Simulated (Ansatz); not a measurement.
AgBiTeSe: the change of energy above lowest point with volume scale

Results calculated with Ansatz 0.2.0, not measured. Free energy against uniform scaling of the volume at fixed shape and fractions; periodic cell, basis, potentials, k mesh and filling as listed.

The cell before it is scaled or strained (space group P4/mmm, No. 123):
```
cell vectors (Å)
   4.2022     0.0000     0.0000
   0.0000     4.2022     0.0000
   0.0000     0.0000     6.2922
atoms (fractions of the cell vectors)
Ag  0.00000  0.00000  0.00000
Bi  0.50000  0.50000  0.50000
Te  0.50000  0.50000  0.00000
Se  0.00000  0.00000  0.50000
```

Settings of every row: functional PBE; dispersion none; potentials PAW; wave cutoff 550 eV; density cutoff 2200 eV; k mesh 6x6x4; k shift 0x0x0; occupations fermi dirac; smearing width 0.05 eV; spin none.

Limits: coarse k mesh, up to 40 meV an atom off; no spin-orbit coupling, which can matter with elements this heavy; the cell comes from a prototype or a list of computed structures and needn't be the stable phase.

| row | volume scale | V (Å³/atom) | energy above lowest point (meV/atom) |
| --- | --- | --- | --- |
| 1 | 0.92 | 25.555 | 34.4 |
| 2 | 0.9467 | 26.297 | 14.2 |
| 3 | 0.9733 | 27.036 | ? |
| 4 | 1 | 27.778 | 0 |
| 5 | 1.0267 | 28.519 | 3.6 |
| 6 | 1.0533 | 29.258 | 13 |
| 7 | 1.08 | 30 | 27.3 |

Question: what energy above lowest point should row 3 give?

Worked fit of energy above lowest point. Take u = (V_r/V)^(2/3) − 1 with V_r = 28.148 Å³ an atom, which is twice the finite (Eulerian) strain; such expansions in the strain, on which the Birch-Murnaghan equation of state is built, carry the rest volume and the bulk modulus. The shown rows have u = 0.06655, 0.04639, 0.00886, -0.00869, -0.02545, -0.04159. Least squares give energy above lowest point = 1.04 − 206.8 × u + 10384 × u² + 3881 × u³ meV/atom; a parabola predicts inner rows, each left out in turn, worse (root mean square 0.19 against 0.066 meV/atom). All shown rows lie on it to the printed digit. Its lowest point lies at u = 0.0099, or V = 27.74 Å³ an atom, and the curvature there gives the bulk modulus at fixed shape and fractions, B = (4/9)(1 + u)² E″(u)/V = 55 GPa. Letting shape and atoms relax would as a rule lower it, by much in layered, chain or molecular crystals. The withheld row has u = 0.02724, so the fit gives 1.04 − 206.8 × (0.02724) + 10384 × (0.02724)² + 3881 × (0.02724)³ = 3.2 meV/atom.

The calculation gave 3.1 meV/atom. The fit lies 0.1 meV/atom (3.2 % of the value, 0.29 % of the column's range) above it, one unit of the last digit.
